## A hydrogen atom between two partners

In BH₄ as arranged here, one hydrogen atom sits on the line between boron and a second hydrogen. Moving it outward stretches a B–H bond and begins to form an H–H bond. Does the energy keep rising along this path, and do simpler treatments of the electrons keep up with a more complete one?

Calculated with Ansatz 0.2.0 for hydrogen transfer in neutral doublet BH₄, using the 6-31G basis, a frozen boron 1s core and rigid fragments from PBE0/def2-TZVP. The valence space holds 7 electrons in 8 orbitals, the pair space 3 electrons in 3 orbitals. MRCISD+Q is fully internally contracted and NEVPT2 strongly contracted.

```csv
scan distance (Å),"MRCISD PLUS Q valence space, energy from the start of the scan (kJ/mol)","CASSCF valence space, energy from the start of the scan (kJ/mol)","NEVPT2 valence space, energy from the start of the scan (kJ/mol)","UCCSDT(Q), energy from the start of the scan (kJ/mol)","NEVPT2 pair space, energy from the start of the scan (kJ/mol)"
1.110,9.300,7.900,9.200,9.200,9.600
1.194,0.000,0.000,0.000,0.000,0.000
1.235,0.100,0.700,0.200,0.100,0.300
1.276,1.900,3.000,2.100,1.900,2.400
1.317,4.400,6.100,4.900,4.500,5.400
1.358,7.400,9.500,8.100,7.500,8.800
1.399,10.600,13.100,11.700,10.700,12.700
1.440,?,?,?,?,?
1.481,?,?,?,?,?
```

The scan distance is the distance from boron to the moving atom. Each level counts its energy from its own value at 1.194 Å, so the levels are compared by the shape of the curve. The yardstick is MRCISD+Q, which starts from many electron arrangements and adds further excitations. It is a strong reference within this small basis, not the exact answer.

## Two pulls on one atom

The low point lies near 1.2 Å. Closer in, the B–H bond is compressed and the energy climbs steeply. Further out the climb is gentle: over the last known step of 0.041 Å, MRCISD+Q rises by only 3.2 kJ/mol.

The reason, argued from ordinary bonding, is a near balance of forces. The stretched B–H bond pulls the atom back, while the forming H–H bond pulls it forward. The slope of the curve is the difference between the two pulls.

The forward pull itself has two sides. As the atom moves out, the bonding electrons shift from the B–H region towards the H–H region, which strengthens the pull. But the H–H distance also shrinks towards its natural length, where the pull of a finished bond vanishes. Among the known stretched rows the slope grows by less and less, as if the first effect nearly kept pace with the growing pull of boron.

How close is the natural length? In the first row both distances are 1.11 Å, so boron and the far hydrogen are 2.22 Å apart. The coordinates of the first two rows show the same separation within rounding. If it also holds further out, the H–H distance is 0.82 Å in the last known row and falls to about 0.74 Å at the end of the scan. That is roughly the bond length of a free hydrogen molecule. The forward pull should therefore fade, and no maximum is expected yet.

## Two ways to continue the curve

The simplest continuation repeats the last known step, as if the slope stopped growing. It gives 10.6 + 3.2 = 13.8 kJ/mol at 1.440 Å and 17.0 kJ/mol at 1.481 Å.

The second lets the slope grow at a constant rate. A parabola was fitted to the four known rows from 1.276 Å outward; the rows nearer the bottom were left out because the stiff B–H well dominates there. With x as the distance beyond 1.194 Å, the energy in kJ/mol is

E ≈ −2.2 + 41.1 x + 104 x².

At 1.440 Å, x is 0.246 Å, and the three terms give −2.2 + 10.1 + 6.3 = 14.2 kJ/mol. This row was not part of the fit. The same formula gives 18.2 kJ/mol at 1.481 Å.

## What the other levels leave out

CASSCF mixes the important electron arrangements but lacks most of the fine avoidance between electrons, called dynamic correlation. Its curve is tilted: too low on the compressed side and too high on the stretched side. A plausible explanation, not tested here, is that electrons shared over three atoms change places often, and each arrangement would prefer its own adjusted orbitals. CASSCF offers one common set, so it penalises the shared situation.

NEVPT2 adds dynamic correlation to second order. With the full valence space it removes 56 % of the CASSCF error at 1.399 Å. The smaller pair space treats only the three electrons of the transfer in full and leaves the two spectator B–H bonds to perturbation theory. There its error is 1.0 kJ/mol larger than with the valence space.

UCCSDT(Q) starts from a single determinant and adds high excitations. It stays within 0.1 kJ/mol of MRCISD+Q in the known rows. This is understandable, because one bond forms while the other loosens, and no pair of electrons is left stranded between distant atoms.

## The forecasts

The ranges are judgements guided by the two continuations and by the recent growth of the errors. In kJ/mol, for 1.440 Å and 1.481 Å in turn:

- MRCISD+Q energy: 13.9 ± 0.4 and 17.3 ± 1.2, still rising.
- CASSCF above MRCISD+Q: 2.9 ± 0.3 and 3.3 ± 0.5.
- NEVPT2 with the valence space above it: 1.4 ± 0.3 and 1.8 ± 0.5.
- NEVPT2 with the pair space above it: 2.7 ± 0.4 and 3.5 ± 0.8. Whether it overtakes CASSCF is too close to call.
- UCCSDT(Q) above it: 0.1 ± 0.2 and 0.2 ± 0.3, no breakdown.

## The computed values

The withheld rows as computed:

```csv
scan distance (Å),"MRCISD PLUS Q valence space, energy from the start of the scan (kJ/mol)","CASSCF valence space, energy from the start of the scan (kJ/mol)","NEVPT2 valence space, energy from the start of the scan (kJ/mol)","UCCSDT(Q), energy from the start of the scan (kJ/mol)","NEVPT2 pair space, energy from the start of the scan (kJ/mol)"
1.440,14.500,17.200,16.100,14.600,17.300
1.481,20.100,22.700,22.100,20.000,23.600
```

The energy does keep rising, but both MRCISD+Q forecasts are too low and miss their ranges. The first falls short by 0.6 kJ/mol and the second by 2.8 kJ/mol. Even the parabola is 1.9 kJ/mol too low at the last point.

The forecasts for the errors of the other levels did better. Both NEVPT2 versions and UCCSDT(Q) fall within their ranges, the last value of UCCSDT(Q) just at the edge. CASSCF is a hit at 1.440 Å and a miss at 1.481 Å, where its error is 2.6 kJ/mol instead of the expected 3.3.

## Why the curve steepened

The direction of the argument was right, but its strength was underrated. Both continuations assumed that the slope would grow at a constant rate at most. In fact it jumps from 78 kJ/mol per Å over the last known step to 95 and then 137. All five levels show this steepening, so it doesn't hang on one treatment of correlation. Nor do the runs show a change of electronic state: at all nine points one orbital stays close to singly occupied, and the symmetry of the state is the same. A CASSCF calculation can settle on a higher solution, which would also affect the NEVPT2 and MRCISD+Q energies built on it, but UCCSDT(Q) starts from its own determinant and steepens in the same way.

The likely cause, if the outer atoms stay fixed, is the stiffness of the H–H bond. Near its natural length, a free hydrogen molecule changes its force by something of the order of 100 kJ/mol per Å when its length changes by 0.04 Å. That is ample for the jump seen here. On this reading the forward pull fades within a step or two, and what remains of the pull of boron has little to oppose it.

The gentle part of the curve would then be a temporary balance between large changes, and a smooth fit can't tell when such a balance will end.

## Why the errors parted ways

The CASSCF error stops growing in the last rows: 2.5, 2.7 and 2.6 kJ/mol. This would fit the picture of sharing, since the penalty should level off once the electrons settle into the new bond. That reading is a guess, as the orbital occupations alone don't show how far the electrons are shared between the atoms.

NEVPT2 with the valence space behaves differently. Its correction lowers the CASSCF curve by 2.5 − 1.1 = 1.4 kJ/mol at 1.399 Å, but only by 2.6 − 2.0 = 0.6 kJ/mol at 1.481 Å. The correction needed to reach MRCISD+Q hardly changes over the same stretch. Second-order theory therefore loses ground in the last rows, where the H–H distance should be close to its natural length.

With the pair space the error reaches 3.5 kJ/mol, more than that of plain CASSCF in the full valence space. Second-order correlation on top of a small active space is thus no guarantee of a better curve than a larger active space gives without it. UCCSDT(Q) is the one level that keeps within 0.1 kJ/mol of the reference in every row, so the single-determinant start does not break down here. The high excitations share the credit, and this scan doesn't test a bond pulled fully apart.

## What this means for boron doping

Boron hydrides supply boron for p-type doping of silicon, and hydrogen transfer is among their gas-phase reactions. Errors of 2 to 4 kJ/mol are comparable to the thermal energy at room temperature and would visibly change a computed rate. This curve can guide the choice of method, but it is not a reaction barrier: the other atoms are not relaxed, and the basis has no polarisation functions. The printed analysis after this text gives the fit and each miss.

Output of the analysis:

```
Slope of MRCISD+Q and gaps to it in kJ/mol:
    row  H-H if ends fixed (angstrom)  slope from row before (kJ/mol per angstrom)  CASSCF gap  NEVPT2 valence gap  NEVPT2 pair gap  UCCSDT(Q) gap
   1.11                          1.11                                          n/a        -1.4                -0.1              0.3           -0.1
  1.194                         1.026                                       -110.7           0                   0                0              0
  1.235                         0.985                                        2.439         0.6                 0.1              0.2              0
  1.276                         0.944                                         43.9         1.1                 0.2              0.5              0
  1.317                         0.903                                        60.98         1.7                 0.5                1            0.1
  1.358                         0.862                                        73.17         2.1                 0.7              1.4            0.1
  1.399                         0.821                                        78.05         2.5                 1.1              2.1            0.1
   1.44                          0.78                                        95.12         2.7                 1.6              2.8            0.1
  1.481                         0.739                                        136.6         2.6                   2              3.5           -0.1
fit of mr on 4 rows (scan_distance > 1.25): constant -2.185 +/- 0.39, coefficient of x 41.1 +/- 5.8, coefficient of x**2 104.1 +/- 20; rms 0.0335, worst 1.317 0.045, leave-one-out rms 0.224
  rows outside the fit (model, value, miss): 1.11 -4.903, 9.3, -14.2; 1.194 -2.185, 0, -2.18; 1.235 -0.325, 0.1, -0.425; 1.44 14.23, 14.5, -0.275; 1.481 18.19, 20.1, -1.91
straight continuation of MRCISD+Q at 1.440 angstrom (kJ/mol): 13.8
straight continuation of MRCISD+Q at 1.481 angstrom (kJ/mol): 17
MRCISD+Q at 1.440, forecast 13.9 +- 0.4, forecast less computed (kJ/mol): -0.6
MRCISD+Q at 1.481, forecast 17.3 +- 1.2, forecast less computed (kJ/mol): -2.8
CASSCF gap at 1.440, forecast 2.9 +- 0.3, forecast less computed (kJ/mol): 0.2
CASSCF gap at 1.481, forecast 3.3 +- 0.5, forecast less computed (kJ/mol): 0.7
NEVPT2 valence gap at 1.440, forecast 1.4 +- 0.3, forecast less computed (kJ/mol): -0.2
NEVPT2 valence gap at 1.481, forecast 1.8 +- 0.5, forecast less computed (kJ/mol): -0.2
NEVPT2 pair gap at 1.440, forecast 2.7 +- 0.4, forecast less computed (kJ/mol): -0.1
NEVPT2 pair gap at 1.481, forecast 3.5 +- 0.8, forecast less computed (kJ/mol): 0
UCCSDT(Q) gap at 1.440, forecast 0.1 +- 0.2, forecast less computed (kJ/mol): 3.608e-16
UCCSDT(Q) gap at 1.481, forecast 0.2 +- 0.3, forecast less computed (kJ/mol): 0.3
share of the CASSCF gap removed by NEVPT2 valence at 1.399 angstrom (percent): 56
NEVPT2 pair less NEVPT2 valence at 1.399 angstrom (kJ/mol): 1
```
